Wigner-Kirkwood and Kirzhnits expansion of the density: cost against accuracy for a screened impurity in Cu jellium

1. Conventions

Hartree atomic units in formulas, eV and Å for Cu. H = −½∇² + v(r), with v the total screened (Kohn-Sham) potential, so n follows from v as for independent electrons. Spin-unpolarised, T = 0, μ0 fixed by the bulk. Local wave number: k² = 2(μ0 − v). One order in ħ is one gradient.

2. Bloch density (Wigner 1932, Kirkwood 1933)

C(r,b) = ⟨r|exp(−bH)|r⟩. Write exp(−bH) exp(ip·r) = exp(ip·r − bp²/2 − bv) w, with w = 1 at b = 0. The Bloch equation becomes

∂w/∂b = ip·(∇w − bw∇v) + ½[∇²w − 2b∇v·∇w − bw∇²v + b²w|∇v|²].

Sort by the number of gradients:

w1 = −(i/2) b² p·∇v
w2 = b³(p·∇)²v/6 − b⁴(p·∇v)²/8 − b²∇²v/4 + b³|∇v|²/6.

Average over p with weight exp(−bp²/2): w1 drops out and ⟨p_i p_j⟩ = δ_ij/b. With 1/6 − 1/4 = −1/12 and 1/6 − 1/8 = 1/24,

C = (2πb)^(−3/2) exp(−bv) [1 − b²∇²v/12 + b³|∇v|²/24 + …].

3. Density and inversion

n is twice the inverse Laplace transform of C/b, taken at μ0. The rule is b^(−σ) exp(−bv) → (k²/2)^(σ−1)/Γ(σ), continued in σ. The three terms have σ = 5/2, 1/2, −1/2, and Γ(−1/2) = −2√π flips the last sign. With ∇k² = −2∇v:

n = k³/(3π²) + ∇²k²/(24π²k) − |∇k²|²/(96π²k³).

Kirzhnits (1957) gets the same terms from a commutator expansion of θ(μ0 − H). They diverge where k → 0. Here v < μ0 everywhere.

Inversion: set k² = k0² + δ, k0 = (3π²n)^(1/3). Since dn/dk² = k/(2π²), the gradient terms n2 give δ = −2π² n2[k0]/k0. Insert k0² ∝ n^(2/3):

μ0 − v = k0²/2 + |∇n|²/(72n²) − ∇²n/(36n) = (k0²/2)[1 + P/9 − 2Q/9],

P = |∇n|²/(4k0²n²), Q = ∇²n/(4k0²n). This is the Euler equation of Thomas-Fermi (TF) plus ∫|∇n|²/(72n), one ninth of the von Weizsäcker term. P is the variable of GGA; P and Q enter Laplacian-level meta-GGA.

4. Solvable model

Impurity potential v = v0 exp(−r²/s²). Target: the first-order response at the centre, δn(0) = −N0 v0 R, N0 = kF/π². Let a = kF s and η = q/2kF. Then v(q) ∝ exp(−a²η²).

Exact response: χ0(q) = 4 P∫_(k<kF) d³k/(2π)³ 1/(ε_k − ε_(k+q)) = −N0 F(η). The angular integral leaves

F = (1/2η) ∫₀¹ t ln|(t+η)/(t−η)| dt = ½ + (1−η²)/(4η) ln|(1+η)/(1−η)|,

the Lindhard function. Use j1(x) = ∫₀¹ t sin(xt) dt and ∫₀^∞ sin(xt) sin(xη) dx/x = ½ ln|(t+η)/(t−η)|. This gives F = ∫₀^∞ j1(x) j0(ηx) dx, where x = 2kF r. R is the average of F with weight η² exp(−a²η²), under which j0(ηx) → exp(−x²/4a²). Integrate by parts with j1 = −j0′:

R = 1 − (1/2a²) ∫₀^∞ sin x exp(−x²/4a²) dx = 1 − D(a)/a,

D(a) = exp(−a²) ∫₀^a exp(t²) dt (Dawson's function). R = 0.4619, 0.8493, 0.9406 at a = 1, 2, 3.

Cu inputs: typical fcc lattice constant 3.61 Å, one free electron per atom assumed. Then n = 0.0850 Å⁻³, kF = 1.360 Å⁻¹, EF = 7.05 eV, N0 = 0.0181 eV⁻¹Å⁻³, Wigner-Seitz radius 1.41 Å. The assumed a = 1, 2, 3 mean s = 0.74, 1.47, 2.21 Å; a = 2 is an atom-sized potential.

Job: δn on a cube of N = 16³ points, h = s/2, L = 8s, accuracy judged at the centre. Work in flops per grid point, memory in arrays of N reals.

5. Method A: explicit expansion, WK(2m)

Deviation. Linear in v, section 3 gives δn = −N0[v + ∇²v/(12kF²)], so F → 1 − η²/3. Linear in v, the ħ expansion is the Taylor series of F: F = 1 − Σ_(m≥1) η^(2m)/(4m² − 1), valid for η < 1. The moments ⟨η^(2m)⟩ = Γ(m+3/2)/(Γ(3/2) a^(2m)) give

R ~ 1 − Σ t_m, t_m = Γ(m−½)/(2√π a^(2m)) = 1/(2a²), 1/(4a⁴), 3/(8a⁶), …

At a² ≫ m the deviation of WK(2m) is t_(m+1) ∝ a^(−2m−2). But t_(m+1)/t_m = (m − ½)/a², so the series diverges. The smallest term sits at m ≈ a² + ½ and by Stirling is about exp(−a²)/(√2 a²): 0.26, 0.0032, 9.7×10⁻⁶ for a = 1, 2, 3. The factor exp(−a²) is v(q = 2kF)/v(q = 0). It is the weight on the logarithmic singularity of F, the source of Friedel oscillations, which no gradient order contains.

Table 1. (R_WK − R)/R in %, exact derivatives

a     TF       WK2     WK4      WK6
1     116.5    8.2     −45.9    −127.1
2     17.74    3.02    1.18     0.49
3     6.32     0.41    0.083    0.028

At a = 2, WK8 gives 0.06 and WK10 −0.32: the small WK8 value is a sign change, not convergence. At a = 1 the smallest term is as large as 0.26, so the 8.2 % of WK2 is fortunate.

Work. The fourth-order Laplacian uses (−1, 16, −30, 16, −1)/(12h²) per axis, 13 points: two sums of six (10 adds), 3 multiplications, 2 adds, total 15. Horner's scheme in ∇² needs m stencils and m − 1 additions of a multiple of v: 17m − 2 flops, i.e. 15, 32, 49, independent of N. TF costs 1. Memory: 2 arrays for m ≤ 1, 3 beyond. The full nonlinear WK2 adds three gradients (15), their squares (5) and about 10 local operations, about 45 in all.

Stencil loss. Let d_j be the j-th power of the one-axis stencil (times h²) applied to exp(−i²/4) at i = 0. At the centre the powers of the three-axis operator are 3d1, 3d2 + 6d1², 3d3 + 18d1d2 + 6d1³, against the exact −6/4, 60/16, −840/64. The ratios are 0.9690, 0.9014, 0.8001 and multiply t1, t2, t3. The shift of t1 falls only as a⁻² (and as h⁴), so at large a it outlives t2 and t3.

6. Method B: inverted equation

Linearise section 3 in δn: [1 − ∇²/(12kF²)] δn = −N0 v, so F → 1/(1 + η²/3). Averaging, with z² = 3a²:

R_B = 2z²[1 − √π z exp(z²) erfc z].

Deviation. The η⁴ coefficient is +1/9 where the exact one is −1/15. With ⟨η⁴⟩ = 15/(4a⁴) the deviation at large a is 2/(3a⁴), against 1/(4a⁴) for WK2. Inversion resums the series with the wrong sign at fourth order. It does keep 0 < R_B < 1 for all a, where WK2 turns negative below a² = ½. No parameter lowers the deviation.

Work. Conjugate gradients: stencil 15, two dot products 4, three vector updates 6, so 25 per step, 5 arrays. The largest stencil eigenvalue is 16/h², so κ = 1 + 16/(12kF²h²) = 1 + 16/(3a²). At a = 2, κ = 2.33, the contraction (√κ − 1)/(√κ + 1) is 0.209, and the bound 2 × 0.209^j < 10⁻² needs j = 4 steps, 100 flops. Steps grow as 1/(kF h) on fine grids. The FFT solve below costs 61 and is used in Table 2.

7. Method C: exact kernel by FFT

Multiply v(q) by F_X(η) = ∫₀^X j1(x) j0(ηx) dx with X = kF L, the kernel cut at r = L/2 so that the centre sees no image centre.

Work. With the conventional 2.5 N log₂N flops per real-data FFT, two transforms and one product cost 5 log₂N + 1: 61 at 16³, 121 at 256³. Memory: input, half spectrum, stored kernel, 2.5 arrays. Building the kernel table once is not counted.

Deviation. Two sources. The cut loses v beyond L/2 and admits image tails, both of order exp(−L²/4s²) = 1.1×10⁻⁷. Sampling folds wave vectors with a component beyond π/h back into the zone. Their weight is at most 3 erfc(πs/2h) = 2.7×10⁻⁵. It lies at η near π/a > 1, where F < ½, so the kernel changes by less than 1 on folding and |ΔR| stays below that weight, under 0.006 % of R for all three a. With ν points per side and the two exponents balanced, (L/2s)² = (πs/2h)² = πν/4. The deviation falls as exp(−πν/4) for every a, and N grows as the cube of ln(1/deviation).

8. Comparison on the grid

Table 2. Work, memory, (R_method − R)/R in %

method     flops   arrays   a = 1     a = 2     a = 3
TF         1       2        116.5     17.74     6.32
WK2        15      2        11.6      3.48      0.59
WK4        32      3        −37.2     1.82      0.30
WK6        49      3        −102.1    1.27      0.25
B (FFT)    61      2.5      53.1      5.43      0.90
C (FFT)    61      2.5      <0.006    <0.006    <0.006

C costs 4.1 times WK2, 1.9 times WK4 and 1.2 times WK6.

Cheapest choice for a stated accuracy:

target     a = 1    a = 2    a = 3
20 %       WK2      TF       TF
5 %        C        WK2      WK2
2 %        C        WK4      WK2
1 %        C        C        WK2
0.1 %      C        C        C

The WK4 entry saves less than a factor 2 over C and meets its target narrowly, so C is the safer pick there. On a 256³ grid the saving is 121/32 = 3.8 and WK4 stands.

Best inside a budget of flops per point:

5: TF, useful only for a ≥ 2.
20: WK2 for all three a.
40: WK4 for a = 2 and 3, still WK2 for a = 1, where the added order worsens the result.
70: C for all three a.

In this model WK6 is never worth taking: it gains little on WK4 once the stencil loss is in, at nearly the price of C. B is beaten by WK2 in work and deviation at all three a. What B offers lies outside the table: a variational functional of n that can be solved self-consistently and has no 1/k³ divergence at turning points. Memory, 2 to 3 arrays in Table 2, does not decide anything.

9. Limits

R is the exact derivative at v0 = 0. At finite v0 put x = −v0/EF. TF gives (1+x)^(3/2) − 1 = (3x/2)(1 + x/4 + …), a shift x/4 in R. At the centre ∇v = 0, and the 1/k in the Laplacian term adds x t1/2. For an assumed v0 = −0.5 eV and a = 2, x = 0.071, and the shifts are 0.018 and 0.004, or 2.1 % and 0.5 % of R. The first exceeds the WK4 deviation in Table 2 and dwarfs that of C. Targets under about 2 % therefore need the nonlinear part: add it to C at TF level for a few flops, which leaves a remainder estimated by the 0.5 % term.

All methods share F(0) = 1 (C up to its cut) and hence the displaced charge Z = x a³/(2√π), here 0.16 electron. A unit valence difference would need x = 0.44, v0 ≈ −3.1 eV, outside linear response. Orbitals are then the route that assumes neither weak nor smooth v. The cube at a = 2 holds (kF L)³/(3π²) = 138 electrons in 69 orbitals: 69 arrays, and 2 × 69² = 9.5×10³ flops per point for one overlap matrix, growing as the square of the volume per point.

The |∇k²|² term is second order in v and vanishes at the centre, so the tables do not test it.

The model's δn(0) for v0 = −0.5 eV, a = 2 is 0.0077 Å⁻³ at first order, 9 % of the bulk density. This belongs to jellium, not to copper. The model's density of states at EF is 0.21 per eV per atom, while band Cu with s-d mixing typically has about 0.3, so the prefactor N0 is low by roughly 30 %, far more than the gaps among WK2, WK4 and C at a = 2. For an atom-sized weak impurity WK2 is the matched choice, and C is needed only for s near 1/kF or for the Friedel tail.